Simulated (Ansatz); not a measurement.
## Au: the change of pressure with volume per atom

Periodic Kohn-Sham DFT of a crystal at fixed atoms; pressure and stress are positive in compression; the energy is the free energy less that of spherical unpolarised free atoms; site moments are those in the method's own spheres, positive along +z. The results are calculated, by Ansatz 0.2.0.

Cell of the first row (space group P6_3/mmc, No. 194):
```
Au
1.0
      2.8408     0.0000     0.0000
     -1.4204     2.4602     0.0000
      0.0000     0.0000     4.7804
Au
2
Direct
  0.33333 0.66667 0.75000
  0.66667 0.33333 0.25000
```

Settings of every row: method frozen-core PAW; functional LDA; relativity scalar; k mesh 14x14x8; filling fermi-dirac; smearing width 0.03 eV; wave cutoff 420 eV; paw set soft_2.

Atom start moment: 0 on all atoms.

Limits: PAW files made with PBE; no spin-orbit coupling on heavy atoms.

```
row  volume per atom (Å³)  pressure (GPa)
  1                16.705          -1.308
  2                 17.06               ?
  3                17.416          -8.059
  4                17.593          -9.433
  5                17.771         -10.699
  6                17.949         -11.883
  7                18.127         -12.999
  8                18.482         -15.007
  9                18.837         -16.723
```

Question: what pressure should row 2 give?

Worked fit of pressure. Take u = (V_r/V)^(2/3) − 1 with V_r = 17.86 Å³ an atom, which is twice the finite (Eulerian) strain; such expansions in the strain, on which the Birch-Murnaghan equation of state is built, carry the rest volume and the bulk modulus. The shown rows have u = 0.04558, 0.01692, 0.01009, 0.00334, -0.00331, -0.00984, -0.02256, -0.03488. Least squares give pressure = −11.3128 + 178.946 × u + 769.2 × u² + 2629 × u³ GPa; a parabola predicts inner rows, each left out in turn, worse (root mean square 0.043 against 0.017 GPa). The rows lie off it by 0.001, -0.007, -0.007, 0.007, 0.014, 0.003, -0.018, 0.007 (root mean square 0.0095 GPa). The withheld row has u = 0.03102, so the fit gives −11.3128 + 178.946 × (0.03102) + 769.2 × (0.03102)² + 2629 × (0.03102)³ = -4.943 GPa.

The calculation gave -4.938 GPa. The fit lies 0.005 GPa (0.032 % of the column's range) below it; its largest miss of a shown row is 0.018 GPa.
